Why is it harder to squeeze a crystal of W3N4 by 2 % than to stretch it by the same amount, and why does the stress show this more strongly than the energy?

W3N4 (Pm-3m, 7-atom cell, relaxed a = 4.216 Å) in Ansatz 0.2.0: PBE, scalar-relativistic plane-wave PAW, no spin polarisation, 420 eV cutoff, 8×8×8 k mesh, Gaussian smearing of 0.1 eV. Each strained cell is held fixed while the atoms relax within its symmetry. Energies are extrapolated to zero smearing; stress is positive in compression.

| strain (%) | energy change (meV/atom) | volume change (%) | stress xx (GPa) |
| --- | --- | --- | --- |
| -2 | 44.5 | -5.88 | 24.00 |
| -1 | 10.7 | -2.97 | 11.15 |
| 0 | 0.0 | 0.00 | 0.00 |
| 1 | 10.1 | 3.03 | -9.65 |
| 2 | 38.9 | 6.12 | -17.97 |

Strain is the relative change of the cell edge, applied equally along all three axes. Energy change is counted from the relaxed cell, and stress xx is positive when the crystal is being compressed. At −2 % the energy has risen by 44.5 meV/atom, at +2 % by only 38.9, an imbalance of 14 % of the smaller value. The stresses, 24.00 and −17.97 GPa, differ in size by 34 %, counted in the same way. No row is irregular: all five describe the same metal.

**What the bonds do**

Every atom sits on a site fixed by symmetry, and every W–N distance between nearest neighbours is half the cell edge. A strain of 2 % therefore changes every W–N bond by 2 %. All other distances scale along with it, so the table gives the energy of the whole crystal against one length, not the energy of a single bond.

Such a curve is a valley with one steep side. When atoms are pushed together, their filled electron shells overlap, and the repulsion grows faster than the bonding does. When they are pulled apart, the repulsion fades quickly and the bonding itself begins to weaken. This picture would explain the stiffening under pressure, but it isn't tested here: the scan gives only the total energy and doesn't separate the two parts.

The stiffening itself can be read from the numbers. The bulk modulus, which is the stress needed per relative change of volume, counted against the volume at that step, is 422 GPa between the two most compressed rows. It falls at every step and is 281 GPa between the two most stretched ones. From the middle of the first step to the middle of the last, a third of the stiffness is lost while the edge grows by about 3 %. Not all of this belongs to the bonds: even perfect springs are expected to lose some modulus as the cell grows, for the geometric reason given below.

**Why the stress is more lopsided than the energy**

The simplest valley with one steep side has a square term and a small cubic one. With x for the strain as a fraction, K for the bulk modulus of the relaxed cell and V₀ for its volume per atom, the energy per atom is

E = (9/2) K V₀ x² (1 − g x).

The number g measures the lopsidedness. At 2 % strain the cubic term adds about 7 % to the energy on the compressed side and removes as much on the stretched side.

The restoring force is the slope of this curve. Taking the slope multiplies the square term by 2 but the cubic term by 3, so the cubic share grows by half, to about 10 %. The slope of a lopsided valley is thus more lopsided than its height. In the computed values the imbalance rises from 14 % in the tabulated energy to 23 % in the force. The force is strictly the slope of the free energy, smearing included, which rises by 44.61 and 38.79 meV/atom at the two ends. That is an imbalance of 15 %, and 23 % is half as much again.

Stress is force per area, and this adds the last part. Compression shrinks the cell faces on which the force acts, while stretching enlarges them. The areas at the two ends differ by a factor (1.02/0.98)² = 1.083, and 1.233 × 1.083 gives about 1.34, the imbalance of the stress. Even perfect springs, with g = 0, would show this 8 %, so not all of the asymmetry in a stress curve comes from the bonds.

**An estimate worked through**

Slope and area together give the stress

P = −3K x (1 − 1.5 g x) / (1 + x)².

The two stresses at ±1 % fix the two constants exactly: K = 346 GPa, for a static lattice in PBE, and g ≈ 3.5. The rows at ±2 % played no part in this and can test the formula.

For x = −0.02 the first factor is 3 × 346 × 0.02 = 20.8 GPa. The cubic term raises it by a factor of 1.105 to 22.9, and division by the area factor 0.98² = 0.960 gives 23.9 GPa. The calculation gave 24.00. Perfect springs with the same K would give only 21.6 GPa.

At both ends the formula falls short of the size of the stress by about half a percent, a sign that the next term of the expansion is beginning to count. The same two constants also return the energies at ±2 % to within 0.2 meV/atom. Since stress is by definition a slope of the free energy, which here lies close to the tabulated energy, that agreement speaks for the numerical consistency of the calculation and not for the picture of the bonds.

**Using the result**

To leading order the imbalance is proportional to the strain. At ±1 % the stresses are 11.15 and −9.65 GPa, which differ in size by 16 %, about half the figure at ±2 %. A single modulus is therefore a fair guide for small strains of either sign, but at 2 % it underrates the stress of compression and overrates that of stretching.

One question stays open. In this structure a quarter of the metal sites of a rocksalt lattice are empty, and symmetry held the neighbouring nitrogen atoms in place throughout. Whether they would stay there if they were free to move has to be tested with the symmetry lifted.
